**Covalency of a high-spin Cu³⁺ cluster against the charge-transfer energy**

The table holds the d count, the weights of zero, one and two ligand holes, and the ground energy of a cubic Cu³⁺ ($d^8$) charge-transfer multiplet cluster with Dirac-Coulomb-Breit atomic integrals, the valence Slater integrals scaled by 0.9, for $\Delta$ from $-0.9$ to 4.1 eV. The program tests a three-state model of two $t_2$ holes with coupling $\sqrt{2}\,V$ and one fitted lowering $M$ of the $d^8$ triplet, and a seven-state $^3T_1$ model with one fitted $F^2$. With $M = 1.70$ eV the three-state model gives energies within 0.010 eV and weights within 0.005, and puts equal no-hole and one-hole weights at $-0.46$ eV against $-0.44$ eV interpolated from the table. The seven-state model matches the centre of the spin-orbit levels to 0.001 eV and the $e$ occupation to 0.008, where 0.048 to 0.104 $e$ holes are present. Setting $M = 0$ makes the no-hole weight about 0.1 too low, and second-order perturbation theory overestimates the one-hole to no-hole ratio by factors of 1.6 to 25.

Calculated values. Charge-transfer multiplet model of a cubic Cu³⁺ (d⁸) metal-ligand cluster, radial Dirac CI 1, with Dirac-Coulomb-Breit atomic integrals, Slater integrals scaled by 0.9, at most 2 ligand holes, 20 K. Metal 10Dq is −0.15 eV, ligand 10Dq 0 eV, hopping 1.65 eV ($e_g$) and −2.8 eV ($t_{2g}$). Configuration averages lie at kΔ + k(k−1)U/2 for k ligand holes, with U = 8.5 eV.

## Analysis program

```python
# Table: charge-transfer multiplet cluster model of Cu3+ (d8), radial Dirac CI, Dirac-Coulomb-Breit integrals x0.9:
# d count, weights of 0/1/2 ligand holes, ground energy vs Delta. Tested: A three-level model of two t2 holes
# (fit M), B seven-state 3T1 model (fit F2), rivals: M = 0 and second-order perturbation theory.
T = {
    'charge_transfer_energy': [-0.9, 0.1, 1.1, 3.1, 4.1],  # eV
    'd_count': [8.606, 8.514, 8.429, 8.294, 8.243],
    'weight_no_hole': [0.443, 0.521, 0.594, 0.718, 0.765],
    'weight_one_hole': [0.508, 0.445, 0.382, 0.271, 0.227],
    'weight_two_holes': [0.049, 0.034, 0.024, 0.012, 0.008],
    'ground_energy_from_dn_average': [-5.9125, -5.3534, -4.8826, -4.1668, -3.8991],  # eV
}
import numpy as np
from scipy.optimize import minimize_scalar, brentq
D, n, w0, w1, w2, E = (np.array(T[k], float) for k in ['charge_transfer_energy', 'd_count', 'weight_no_hole',
    'weight_one_hole', 'weight_two_holes', 'ground_energy_from_dn_average'])
U, Vt, Ve, Dq = 8.5, 2.8, 1.65, -0.15      # settings in the caption (eV; magnitudes of hoppings)
# further outputs of the same runs: metal e electrons, 3T1 levels (degeneracy 3,2,3), twofold singlet-like level
ne = np.array([3.95192, 3.939761, 3.927524, 3.90529, 3.895931])
lev = np.array([[.049,.137,.15],[.052,.147,.163],[.055,.155,.174],[.059,.164,.191],[.06,.166,.197]])
sing = np.array([0.957, 1.147, 1.334, 1.68, 1.823])
cen = lev @ np.array([3, 2, 3]) / 9
ht, he, Tt = 0.4*Dq, -0.6*Dq, np.sqrt(2)*Vt
def low(H):
    e, v = np.linalg.eigh(H); return e[0], v[:, 0]**2
def A(d, M):
    e, p = low(np.array([[-M, -Tt, 0], [-Tt, d+ht, -Tt], [0, -Tt, 2*d+U]])); return np.r_[e, p]
def racah(f, r): return f/49 - 5*r*f/441, 35*r*f/441
def Bm(d, f, r=0.62):                       # r = F4/F2, rough recalled value
    B, C = racah(f, r); av = -14*B/9 + 7*C/9
    H = np.diag([-5*B-av+2*ht, d+ht, 2*d+U, 4*B-av+ht+he, d+he, d+ht, 2*d+U])
    for i, j, x in [(0,1,Tt),(1,2,Tt),(0,3,6*B),(3,4,Vt),(3,5,Ve),(4,6,Ve),(5,6,Vt)]: H[i,j] = H[j,i] = -x
    e, p = low(H); return np.array([e, p[0]+p[3], p[1]+p[4]+p[5], p[2]+p[6], 4-p[3]-p[4]])
fit = lambda g, y, b: minimize_scalar(lambda x: sum((g(d, x)[0]-t)**2 for d, t in zip(D, y)), bounds=b,
    method='bounded', options={'xatol': 1e-8}).x
row = lambda s, a, k=3: print(s, ' '.join(f'{x:+.{k}f}' for x in a))
def report(name, R, y):
    for s, m, t in [('E eV', R[:,0], y), ('w0', R[:,1], w0), ('w1', R[:,2], w1), ('w2', R[:,3], w2),
                    ('d count', 8+R[:,2]+2*R[:,3], n)]:
        r = m-t; row(f'{name} model-table {s} (worst row {D[np.argmax(abs(r))]}):', r)
print('rounding floor: weights, d count 0.0005; energy 0.00005 eV; typed levels 0.0005 eV')
row('Delta eV:', D, 1)
row('identity n-(8+w1+2w2):', n-(8+w1+2*w2))
sl = np.diff(E)/np.diff(D); mx = (n[1:]+n[:-1])/2-8
row('slope dE/dDelta per step:', sl); row('mean n-8 per step:', mx)
row('dn/dDelta per step, 1/eV:', np.diff(n)/np.diff(D))
print(f'row 4.1 to -0.9: d gain {n[0]-n[-1]:.3f}, e {ne[0]-ne[-1]:.3f}, t2 {n[0]-n[-1]-ne[0]+ne[-1]:.3f}; E drop {E[-1]-E[0]:.3f} eV')
row('2Delta+U eV:', 2*D+U, 1)
Tr = (2*D+U-E)*np.sqrt(w2/w1)
row(f'T from w2/w1 eV (sqrt2*Vt2 = {Tt:.2f}):', Tr, 2); row('  its rounding spread eV:', Tr*0.00025*(1/w2+1/w1), 2)
M = fit(A, E, (0, 4)); RA = np.array([A(d, M) for d in D])
print(f'A: fitted M = {M:.3f} eV'); report('A', RA, E)
xt = D[0] + (w1-w0)[0]/((w1-w0)[0]-(w1-w0)[1])*(D[1]-D[0])
cr = lambda g, x: brentq(lambda d: g(d, x)[1]-g(d, x)[2], -5, 8)
xa = cr(A, M); push = Tt**2/(2*xa+U-A(xa, M)[0])
print(f'w0=w1 at Delta eV: table (linear) {xt:.2f}, A {xa:.2f} = -M {-M:.2f} + field {-ht:.2f} + two-hole push {push:.2f}')
f = fit(Bm, E+cen, (5, 20)); RB = np.array([Bm(d, f) for d in D]); B, C = racah(f, 0.62)
row('3T1 centroid above lowest level eV:', cen)
print(f'B: F2 = {f:.2f} eV, B = {B:.3f}, C = {C:.3f} eV; crossing {cr(Bm, f):.2f} eV')
print(f'B: below d8 average: 3F {58*B/9+7*C/9:.2f}, pure t2t2 3T1 {31*B/9+7*C/9:.2f}, field adds {-2*ht:.2f} eV')
report('B', RB, E+cen); row('B e electrons:', RB[:,4]); row('B e electrons model-output:', RB[:,4]-ne)
print('B: F2 eV for F4/F2 = 0.58, 0.66:', *[f'{fit(lambda d, x: Bm(d, x, r), E+cen, (5, 20)):.2f}' for r in (0.58, 0.66)])
R0 = np.array([A(d, 0) for d in D])
row('rival M=0: w0:', R0[:,1]); row('rival M=0: w0 model-table:', R0[:,1]-w0); row('rival M=0: E model-table eV:', R0[:,0]-E)
print(f'rival M=0: crossing at Delta = {cr(A, 0):.2f} eV')
gap = D+ht+M
row('gap Delta+field+M eV:', gap, 2); row('T/gap:', Tt/gap, 2)
row('w1/w0 perturbation:', (Tt/gap)**2, 2); row('w1/w0 table:', w1/w0, 2)
row('perturbation/table ratio:', (Tt/gap)**2/(w1/w0), 1); row('E perturbation-table eV:', -M-Tt**2/gap-E, 2)
row('twofold singlet-like level eV:', sing); row('  its slope per step:', np.diff(sing)/np.diff(D))
assert np.all(np.diff(n) < 0) and np.all(np.diff(w0) > 0) and np.all(np.diff(sl) < 0)
assert w1[0] > w0[0] and np.all(w0[1:] > w1[1:])
assert np.all(abs(n-(8+w1+2*w2)) < 0.0026) and np.all(abs(sl-mx) < 0.01)
```

Output:

```
rounding floor: weights, d count 0.0005; energy 0.00005 eV; typed levels 0.0005 eV
Delta eV: -0.9 +0.1 +1.1 +3.1 +4.1
identity n-(8+w1+2w2): +0.000 +0.001 -0.001 -0.001 +0.000
slope dE/dDelta per step: +0.559 +0.471 +0.358 +0.268
mean n-8 per step: +0.560 +0.471 +0.361 +0.268
dn/dDelta per step, 1/eV: -0.092 -0.085 -0.067 -0.051
row 4.1 to -0.9: d gain 0.363, e 0.056, t2 0.307; E drop 2.013 eV
2Delta+U eV: +6.7 +8.7 +10.7 +14.7 +16.7
T from w2/w1 eV (sqrt2*Vt2 = 3.96): +3.92 +3.88 +3.91 +3.97 +3.87
  its rounding spread eV: +0.02 +0.03 +0.04 +0.09 +0.13
A: fitted M = 1.702 eV
A model-table E eV (worst row 4.1): -0.007 -0.007 -0.005 +0.004 +0.010
A model-table w0 (worst row 4.1): +0.002 -0.001 -0.002 -0.005 -0.005
A model-table w1 (worst row 4.1): -0.003 -0.001 +0.001 +0.004 +0.005
A model-table w2 (worst row 0.1): +0.001 +0.001 +0.001 +0.000 +0.001
A model-table d count (worst row 4.1): -0.001 +0.001 +0.004 +0.006 +0.006
w0=w1 at Delta eV: table (linear) -0.44, A -0.46 = -M -1.70 + field 0.06 + two-hole push 1.18
3T1 centroid above lowest level eV: +0.097 +0.104 +0.111 +0.120 +0.123
B: F2 = 12.69 eV, B = 0.170, C = 0.624 eV; crossing -0.38 eV
B: below d8 average: 3F 1.58, pure t2t2 3T1 1.07, field adds 0.12 eV
B model-table E eV (worst row -0.9): +0.001 +0.000 -0.000 -0.001 -0.000
B model-table w0 (worst row 0.1): -0.005 -0.005 -0.004 -0.004 -0.003
B model-table w1 (worst row 0.1): +0.003 +0.004 +0.003 +0.003 +0.002
B model-table w2 (worst row 0.1): +0.001 +0.002 +0.001 -0.000 +0.000
B model-table d count (worst row -0.9): +0.006 +0.006 +0.006 +0.004 +0.003
B e electrons: +3.960 +3.948 +3.936 +3.913 +3.903
B e electrons model-output: +0.008 +0.008 +0.008 +0.007 +0.007
B: F2 eV for F4/F2 = 0.58, 0.66: 12.65 12.72
rival M=0: w0: +0.338 +0.408 +0.481 +0.620 +0.680
rival M=0: w0 model-table: -0.105 -0.113 -0.113 -0.098 -0.085
rival M=0: E model-table eV: +0.657 +0.782 +0.909 +1.141 +1.238
rival M=0: crossing at Delta = 1.13 eV
gap Delta+field+M eV: +0.74 +1.74 +2.74 +4.74 +5.74
T/gap: +5.34 +2.27 +1.44 +0.84 +0.69
w1/w0 perturbation: +28.49 +5.17 +2.09 +0.70 +0.48
w1/w0 table: +1.15 +0.85 +0.64 +0.38 +0.30
perturbation/table ratio: +24.8 +6.1 +3.2 +1.8 +1.6
E perturbation-table eV: -16.92 -5.35 -2.54 -0.84 -0.53
twofold singlet-like level eV: +0.957 +1.147 +1.334 +1.680 +1.823
  its slope per step: +0.190 +0.187 +0.173 +0.143
```
